With its atoms held in the same places, this tin–silicon oxide has a band gap of 3.55 eV in PBE, 5.52 eV in HSE06 and 6.27 eV in PBE0. PBE falls short in good part because its potential treats filled and empty electron states alike, whereas exchange binds the filled ones more strongly. The two hybrid functionals restore part of that distinction. They disagree with each other because one restores it only at short distances and the other at all distances.

Band gaps of SnSi3O8 (rutile-type model, 12 atoms in the cell, space group Cmmm), computed with Ansatz 0.2.0, plane-wave PAW, without spin polarisation, at fixed atoms in the cell relaxed with r2SCAN. The k mesh is 4×4×4 for HSE06 and PBE0 and 6×6×4 for the others; the plane-wave cutoff is 500 eV for r2SCAN and 420 eV for the others. SOC stands for spin–orbit coupling.

```csv
level of theory,band gap (eV)
PBE,3.552
r2SCAN,4.351
HSE06,5.516
PBE+SOC,3.555
PBE0,6.273
```

The band gap is the energy between the highest filled state, the valence edge, and the lowest empty one, the conduction edge. For someone choosing a transparent or insulating material, the differences in the table are large. Turned into photon wavelengths, the PBE gap lies near 350 nm, in the near ultraviolet, and the PBE0 gap near 200 nm, in the deep ultraviolet. Strong absorption need not begin there, since the lowest direct transition in rutile-type oxides such as SnO2 is forbidden by symmetry, and this wasn't examined for the present cell. The crystal itself is a constructed model in which silicon has six oxygen neighbours, as in the dense mineral stishovite, so neither figure should be carried over to tin-doped glass or quartz.

Within the PBE calculation there is no sign of trouble. The electrons fill whole bands, the gap is wide and open, and nothing suggests an unsuitable state. The fault appears only when one ingredient at a time is exchanged while the atoms stay put. Adding spin–orbit coupling to PBE leaves the gap where it was to within 0.01 eV, but replacing a part of its exchange, as HSE06 does, opens the gap by 1.96 eV. A result that is steady against one change and gives way so far under another shows which ingredient it depends on. The hybrids were run on a somewhat coarser k mesh than the other levels, but both meshes contain the centre of the Brillouin zone, where the band edges lie, so the mesh is unlikely to account for such a change.

That sensitivity identifies exchange as the weak point, but it doesn't by itself tell which value is right. That PBE is the one in error rests on broad experience with oxides, whose gaps it regularly puts too low. One caution applies when the PBE value is compared with a database entry. The cell here was relaxed with r2SCAN, and PBE would expand it, since it finds a pressure of about 9 GPa in it. A gap that PBE gives at its own preferred volume will therefore differ from the one in the table.

The two edges show how the gap opens. From PBE to HSE06 the valence edge sinks by 1.37 eV and the conduction edge rises by 0.59 eV, if both calculations are taken to share the same zero of energy. This holds only roughly, because the zero is the mean potential of the cell, which moves when the electron density changes, whereas the gap itself doesn't depend on it. A correction that acted equally on all states would have moved both edges together and left the gap alone. What PBE lacks must therefore act differently on the two edges. These differ in where their electrons sit in the crystal, and also in that one state is filled and the other empty.

Exchange depends on whether a state is filled. An electron in a filled state is part of the charge cloud that makes up the crystal, so the plain electrostatic energy wrongly lets it repel itself. Exchange removes this error by digging a hole in the cloud of like spin around the electron, a hole that amounts to one whole electron. An electron newly placed in an empty state was never part of the cloud. It feels the repulsion of all the others, and it has no share of its own to be taken out.

PBE computes its exchange potential from the electron density and its gradient. The outcome is a single number at each point of space, and every state that passes through this point feels the same number, whether it is filled or empty. Such a potential can't be right for both kinds of state at once. The one in PBE, which cancels the self-repulsion only in part, lands in between: it binds the filled states too weakly and the empty ones too strongly. Both errors narrow the gap.

A large crystal offers the potential no chance to correct itself. An added electron spreads over so many cells that the density at any one point hardly changes, and the PBE potential hardly changes with it. The exact potential of density-functional theory would jump upwards by a constant as soon as the first electron entered the empty band. This jump, the derivative discontinuity, belongs to the true gap, and a functional of the PBE type leaves it out. It need not be the whole shortfall: a better-shaped potential of the same local kind is expected to open part of the gap as well, and the table can't separate the two.

The r2SCAN row shows that part of the opening can be had without any exact exchange. This functional also uses the kinetic energy density of the orbitals, so that its potential contains a term that responds to the shape of each state. It achieves 41 % of the opening that HSE06 produces. The improvement is real in size, but the term is still built from quantities at a single point and knows the exchange hole only indirectly.

The two hybrids in the table replace a quarter of the PBE exchange, over all or part of its range, by exact exchange, which is computed from the orbitals themselves. Only a fraction is used because the other electrons rearrange when one is added or taken away, and this screening weakens the difference between filled and empty states. Full exact exchange without screening generally gives gaps that are far too wide. The quarter is thus a stand-in for screening, and a fixed stand-in can't suit every material or every distance.

HSE06 and PBE0 use the same quarter but apply it over different ranges. The repulsion between two electrons at a distance $r$ is split into a short-range and a long-range part,

$$\frac{1}{r}=\frac{\operatorname{erfc}(\omega r)}{r}+\frac{\operatorname{erf}(\omega r)}{r},$$

where erf is the error function, erfc is one minus erf, and $\omega$ sets the distance at which one part hands over to the other. HSE06 uses exact exchange in the first part only, PBE0 in both. Their difference is therefore a quarter of the long-range exchange, taken exactly in PBE0 and in the PBE manner in HSE06.

This difference can be estimated by hand. HSE06 is defined with $\omega$ of about 0.11 per bohr, which makes the handover length $1/\omega$ about 4.8 Å. A silicon–oxygen bond is only 1.78 Å long, and in a wide-gap insulator most of the exchange hole is expected to lie within about that distance of its electron. There the long-range repulsion is nearly flat and may be replaced by its value at $r=0$,

$$K=\frac{2\omega}{\sqrt{\pi}}\approx 3.38\ \text{eV}.$$

With a constant repulsion, exchange becomes a matter of counting. The hole around an electron in a filled state holds one electron, so exact long-range exchange lowers a filled state by $K$. It leaves an empty state where it was. The exchange energy of the crystal is $-K/2$ for each electron, because every pair is counted once and not twice. The hole on which PBE is modelled also holds one electron, so PBE gives nearly the same energy. Its potential is the change of that energy for each added electron, close to $-K/2$, and it acts on filled and empty states alike.

Here the compromise in PBE can be seen in its simplest form: the filled state should go down by $K$ and the empty one by nothing, and both go down by half. Exchanging a quarter of the PBE description for the exact one moves the filled state by $\tfrac14(-K+K/2)=-K/8$ and the empty state by $\tfrac14(0+K/2)=+K/8$. Each edge should shift by about 0.42 eV, in opposite directions. The gap should widen by $K/4$, or 0.84 eV.

The full calculations give a widening of 0.76 eV, so the estimate is about 12 % above the computed difference. It also has the right pattern, for the valence edge sinks by 0.40 eV and the conduction edge rises by 0.355 eV. The only inputs are the two constants that define the functionals, the quarter and $\omega$. That a simple count of the hole comes so close supports the view that the two hybrids differ by the long-range part of the distinction between filled and empty states.

The estimate should err on the high side, because the long-range repulsion isn't quite flat. It falls by the fraction $(\omega r)^2/3$ at small distances, which is about 5 % at the length of one silicon–oxygen bond and more beyond it. The outer parts of the hole therefore count for less than $K$. Neither the agreement nor the remaining discrepancy should be read too finely. On a mesh this coarse a large part of the long-range exchange is expected to enter through the special treatment of its singular term at zero momentum transfer, which normally rests on the same count, and the PBE0 value was computed on one mesh only.

The same count fails for the larger step from PBE to HSE06. Short-range repulsion changes steeply within a single atom, so it can't be replaced by a constant, and the effect depends on the shape of the states. Read on a shared zero, the valence edge carries 70 % of this opening; the true share may be smaller, since a contraction of the oxygen shells would lift the zero and push both edges down on this scale. If the split is indeed uneven, a likely reason is that the valence edge of such oxides consists mainly of compact oxygen 2p orbitals, which gain much from exact exchange at close range, while the conduction edge is more spread out. The orbital make-up of the edges wasn't analysed here, so this reading rests on general chemistry.

The mechanism also helps in choosing between the hybrids. In a real insulator, exchange between distant points is weakened by roughly the electronic dielectric constant, which is the square of the refractive index. HSE06 sets the long-range fraction to zero, as would suit a metal, and PBE0 sets it to a quarter, as would suit a dielectric constant of four. The fraction wanted is the inverse of the dielectric constant, so at long range PBE0 is the closer of the two whenever that constant is below eight. Wide-gap oxides usually lie well below this limit, which favours PBE0 at long range here, though the constant of this crystal wasn't computed.

For a neighbouring wide-gap oxide, the two steps should be expected to behave differently. The step from HSE06 to PBE0 depends mainly on the constants of the functionals, provided that the exchange hole is compact, and a widening somewhat below $K/4$, as found here, is to be expected. The step from PBE to HSE06 depends on the orbitals at the two edges and has to be computed for each material. Adding a fixed correction to a PBE gap is therefore unsafe, while converting between the two hybrids by a fixed amount is a fair first guess.
